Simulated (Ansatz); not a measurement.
# Ligand exchange: C2H2F4 + BH(CH3)(OH) → C2H3F3O + BH(CH3)F

Species: C2H2F4 (norflurane) `FCC(F)(F)F`, singlet; BH(CH3)(OH), singlet; C2H3F3O (2,2,2-trifluoroethanol) `OCC(F)(F)F`, singlet; BH(CH3)F, singlet. The partners trade F for OH: C–F and B–OH bonds give way to C–OH and B–F.

Shapes, held fixed at every level: PBE0-D4/def2-TZVP. Flexible molecules stand in one conformer, not always the lowest. Programs: Ansatz 0.2.0. The zero-point and thermal change to 298 K, harmonic and unscaled (PBE0-D4/def2-TZVP), is -0.8 kJ/mol.

```csv
level,kind,ΔH(298 K) (kJ/mol),less CCSD(T)/CBS estimate,CPU time (sum over the molecules)
PBE-D4/def2-TZVPP,GGA,-12.7,+4.0,17 s
B3LYP-D4/def2-TZVPP,global hybrid,-14.1,+2.6,24 s
BHLYP-D4/def2-TZVPP,global hybrid,-16.2,+0.5,17 s
PBE0-D4/def2-TZVPP,global hybrid,-14.6,+2.1,17 s
B2PLYP/def2-TZVPP,double hybrid,-15.0,+1.7,30 s
MP2/def2-SVP,perturbation theory,-15.8,+0.9,–
CCSD(T)/def2-TZVPP,coupled cluster or CI,-16.2,+0.5,13 min
CCSD(T)/CBS estimate,coupled cluster or CI,-16.7,0.0,15 min
```

The highest level, CCSD(T)/CBS estimate, gives ΔH(298 K) = -16.7 kJ/mol; the levels span -16.7 to -12.7. The column of differences is taken from that level and isn't an error. No measured value is set beside it here. The CBS estimate extrapolates MP2 from def2-TZVPP and def2-QZVPP and adds CCSD(T) − MP2 in the triple-zeta set, cores frozen. Times are processor times on shared x86 and Arm servers, and rough.

The exchange is mildly exothermic at every level, so fluorine prefers boron and hydroxyl prefers carbon in this pair. Both B–F and B–OH are strong, polar bonds reinforced by lone-pair donation into the empty boron p orbital. Oxygen is the better π donor, but the more ionic B–F σ bond probably outweighs that advantage. Because the gain at boron is largely offset by replacing a strong C–F bond with a weaker C–O bond, only a small net driving force remains. An O–H···F contact in the alcohol may add to it.

The thermal term of -0.8 kJ/mol leaves the preference essentially electronic. Among the GGA and global hybrids, the reaction becomes more exothermic as the exact-exchange share rises, possibly because exchange alters the balance between ionic σ bonding and π donation. The double hybrid doesn't extend that order. The closeness of MP2 in the small basis to the reference probably owes something to cancelling basis and correlation errors. The reaction enthalpy alone can't separate the boron and carbon contributions.
